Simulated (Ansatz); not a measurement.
## Redistribution: C2H4F2 + C2H4I2 → 2 C2H4FI

Species: C2H4F2 (1,2-difluoroethane) `FCCF`, singlet; C2H4I2 (1,2-diiodoethane) `ICCI`, singlet; C2H4FI (1-fluoro-2-iodoethane) `FCCI`, singlet. The partners trade F for I; both sit on C, so the bond types are kept.

Shapes, held fixed at every level: PBE0-D4/def2-TZVP. Flexible molecules stand in one conformer, not always the lowest. Programs: Ansatz 0.2.0. The zero-point and thermal change to 298 K, harmonic and unscaled (PBE0-D4/def2-TZVP), is +0.5 kJ/mol.

Problem. Estimate ΔH(298 K) of this reaction.

Solution. The highest level, CCSD(T)/def2-TZVPP, gives ΔH(298 K) = +0.1 kJ/mol; the levels span -1.5 to +3.0. That is about zero within the method's error. They disagree on the sign: 6 of 8 are positive. The column of differences is taken from that level and isn't an error. No measured value is set beside it here. For atoms past krypton def2 sets carry core potentials with scalar relativity. Outer-core shells of I are correlated in most correlated rows, in sets that cover them unevenly.

| level | kind | ΔH(298 K) (kJ/mol) | less CCSD(T)/def2-TZVPP |
| --- | --- | --- | --- |
| BHLYP-D4/def2-TZVPP | global hybrid | +2.7 | +2.6 |
| PBE0-D4/def2-TZVPP | global hybrid | +3.0 | +2.9 |
| wB97X-V/def2-TZVPP | range-separated hybrid | -1.5 | -1.6 |
| MP2/def2-TZVPP | perturbation theory | +2.4 | +2.3 |
| CCSD(T)/def2-SVP | coupled cluster or CI | +1.9 | +1.8 |
| CCSD/def2-SVP | coupled cluster or CI | +1.5 | +1.4 |
| CCSD/def2-TZVPP | coupled cluster or CI | -0.5 | -0.6 |
| CCSD(T)/def2-TZVPP | coupled cluster or CI | +0.1 | 0.0 |

The exchange is essentially thermoneutral: swapping fluorine and iodine between the two ethanes costs or gains almost no enthalpy. Each side has the same number of C–F and C–I bonds, all on primary carbons, so the large difference in strength between these bonds cancels. What remains is the difference between the F/F, I/I and F/I interactions across the C–C bond. These probably combine inductive and hyperconjugative effects, which underlie the gauche preference of 1,2-difluoroethane, with steric repulsion and dispersion involving the bulky, polarisable iodine. The small net value doesn't show that each term is small, since they may offset one another.

Within the coupled-cluster rows, enlarging the basis lowers the enthalpy more than the triples raise it, so the sign hangs on basis convergence at least as much as on higher correlation. The results therefore support no energetic preference for either the mixed or the symmetric dihalides. With so little enthalpic bias, the equilibrium would probably be governed largely by entropy, where the statistical factor favours the mixed product.
